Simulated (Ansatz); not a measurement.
Heisenberg model of MnBr₂ put to the test, calculated with Ansatz

Space group P-3m1 (No. 164), 3 atoms in the cell of the first input below: a = 3.826 Å, b = 3.826 Å, c = 6.171 Å, α = 90.00°, β = 90.00°, γ = 120.00°.

The structure is a measured one, not always of the ambient phase, with its volume kept and shape and atoms relaxed (pressure -0.4 GPa with this functional, without spin–orbit coupling). Functional: LDA+U (Mn 4.9 eV).

The couplings come from the ferromagnetic state by the force theorem with constrained moments:

```yaml
crystal:
  lattice:
    - [3.8258920574, 0.0, 0.0]
    - [-1.9129460287, 3.3133197139, 0.0]
    - [0.0, 0.0, 6.170953735]
  atoms:
    - { symbol: Mn, position: [0.0, 0.0, 0.0], spin: 4.98 }
    - { symbol: Br, position: [0.3333333333, 0.6666666667, 0.2434265097] }
    - { symbol: Br, position: [0.6666666667, 0.3333333333, 0.7565734903] }
basis:
  ecutwfc: 420
  ecutrho_ratio: 4
kpoints:
  mp_grid: { grid: [8, 8, 4] }
  band_path:
    path:
      - [[0.0, 0.0, 0.0], [0.5, 0.0, 0.0], [0.33333333, 0.33333333, 0.0], [0.0, 0.0, 0.0], [0.0, 0.0, 0.5], [0.5, 0.0, 0.5], [0.33333333, 0.33333333, 0.5], [0.0, 0.0, 0.5]]
      - [[0.5, 0.0, 0.5], [0.5, 0.0, 0.0]]
      - [[0.33333333, 0.33333333, 0.5], [0.33333333, 0.33333333, 0.0]]
    npoints: 6
hamiltonian:
  xc: lda
  hubbard: { sites: [{ species: Mn, l: d, u_eff: 4.9 }] }
scf:
  occupations: { method: gaussian, width: 0.05 }
  lower_state_search: "off"
output:
  forces: true
  stress: true
  eigenvalues: true
  populations: true
  hubbard: { sites: [{ species: Mn, l: d }] }
  eigenstates:
    nscf_kmesh: { grid: [8, 8, 4] }
    top_band: c50
    exchange_couplings: { magnetic: [{ site: 0 }] }
    magnetocrystalline_anisotropy: {}
magnetization:
  spin_polarized: true
checkpoint:
  read: start.run
  write: ck
  compress: false
  write_wavefunctions: false
  write_every: 100000
```

```bash
ansatz run input.yaml --threads 4 --pin off --max-ram 9216MiB --backend cpu --events-out ev --progress --plain --runs-dir out
```

start.run is the saved state of an earlier run of the same cell.

Time: 37 s on 4 threads of AMD EPYC 7R43 64-Core Processor (Zen 3), with other jobs on the host, peak memory 1.3 GiB.

Couplings between Mn atoms, for E = −Σ(i≠j) J_ij e_i·e_j with unit vectors (each pair counted twice):

```csv
distance (Å),neighbours,J (meV)
3.826,6,0.284
6.171,2,-0.016
6.627,6,-0.033
7.261,12,-0.019
7.652,6,-0.089
9.055,6,0.000
9.055,6,-0.034
9.830,12,-0.001
10.122,12,0.000
11.478,6,-0.005
```

11 shells out to 11.9 Å enter the sums below; those further out add 0.00 meV to J(0).

The program gives no ordering temperature for this run: by its own couplings the state isn't the lowest.

At rigid moments, leaving out the upper third of the empty bands moves a coupling by up to 106 % of the largest.

Problem. What energy per Mn above the ferromagnet does the model give for the order with wave vector q = (0.000, 0.000, 0.500) in units of the reciprocal cell vectors?

Solution. E(q) − E(0) = Σ J_ij (1 − cos q·R_ij). The shells that add most, as J × Σ(1 − cos): -0.016 × 4.00 at 6.17 Å, -0.019 × 24.00 at 7.26 Å, -0.034 × 12.00 at 9.05 Å, -0.001 × 24.00 at 9.83 Å, and 0.00 meV from the 7 other shells kept; in all -0.95 meV.

Each order was then solved self-consistently. The input for the first:

```yaml
crystal:
  lattice:
    - [3.8258920574, 0.0, 0.0]
    - [-1.9129460287, 3.3133197139, 0.0]
    - [0.0, 0.0, 12.34190747]
  atoms:
    - { symbol: Mn, position: [1.0, 1.0, 0.0], spin: 5.0 }
    - { symbol: Br, position: [0.3333333333, 0.6666666667, 0.1217132548] }
    - { symbol: Br, position: [0.6666666667, 0.3333333333, 0.3782867452] }
    - { symbol: Mn, position: [1.0, 1.0, 0.5], spin: -5.0 }
    - { symbol: Br, position: [0.3333333333, 0.6666666667, 0.6217132548] }
    - { symbol: Br, position: [0.6666666667, 0.3333333333, 0.8782867452] }
basis:
  ecutwfc: 420
  ecutrho_ratio: 4
kpoints:
  mp_grid: { grid: [8, 8, 2] }
hamiltonian:
  xc: lda
  hubbard: { sites: [{ species: Mn, l: d, u_eff: 4.9 }] }
scf:
  occupations: { method: gaussian, width: 0.05 }
  lower_state_search: "off"
output:
  forces: true
  stress: true
  eigenvalues: true
  populations: true
  hubbard: { sites: [{ species: Mn, l: d }] }
  write_density: true
  write_potential: true
  elf: true
  volumetric_format: npy
magnetization:
  spin_polarized: true
checkpoint:
  read: start.run
  write: ck
  compress: false
  write_wavefunctions: false
  write_every: 100000
```

```bash
ansatz run input.yaml --threads 4 --pin off --max-ram 9216MiB --backend cpu --events-out ev --progress --plain --runs-dir out
```

start.run is the saved state of an earlier run of the same cell.

Time: 5.7 s on 4 threads of AMD EPYC 7R43 64-Core Processor (Zen 3), with other jobs on the host, peak memory 0.64 GiB.

Total energies count from the ferromagnet on the 8×8×4 mesh, or from a ferromagnetic run in the same doubled cell where its mesh isn't the equal of that (spin moment 4.53 μB).

```
                            order                  q  model (meV)  total energies (meV)  largest spin moment (μB)  gap on the mesh (eV)
collinear order in a doubled cell  0.000 0.000 0.500        -0.95                 -0.92                      4.53                  3.50
collinear order in a doubled cell  0.000 0.500 0.000         1.40                  1.48                      4.52                  3.46
collinear order in a doubled cell  0.000 0.500 0.500         1.60                  1.68                      4.52                  3.43
```

The model has the sign of the total energies in all 3 rows, and meets their size within a tenth for 3; the largest miss is 0.08 meV. The lowest state tried has q = (0.000, 0.000, 0.500), 0.92 meV under the ferromagnet. The couplings are derived for small turns about the ferromagnet. By its own couplings the ferromagnet isn't the lowest state: J(q) is largest at q = (0.000, 0.125, -0.500).

Caveats: no spin–orbit coupling; not tested for a lower state; state of the open shells carried from another run; the order found in nature may be another, or none; the upper empty bands still move some couplings by over a tenth of the largest.

Among the orders tried, ferromagnetic layers stacked antiparallel are lowest, while reversing moments within a layer costs energy. The in-plane preference comes from the nearest-neighbour coupling. For half-filled Mn²⁺ shells joined by nearly right-angled Mn–Br–Mn bridges, antiferromagnetic kinetic exchange competes with ferromagnetic exchange through orthogonal Br p orbitals, and the latter probably prevails here. The antiparallel stacking rests mainly on diagonal interlayer couplings, presumably through Br···Br contacts, rather than on the shortest interlayer Mn–Mn pair.

The agreement with the total energies supports the model for these collinear orders, but it does not test the coupling of -0.089 meV at 7.652 Å. That shell joins parallel moments in all three, so it cancels from every energy difference. Its competition with the nearest-neighbour term probably favours a longer in-plane modulation, as the maximum of J(q) suggests. MnBr₂ is indeed known for antiferromagnetic order modulated within the layers, which the doubled cells cannot accommodate; the ferromagnetic layers found here are therefore no prediction of the ground state.
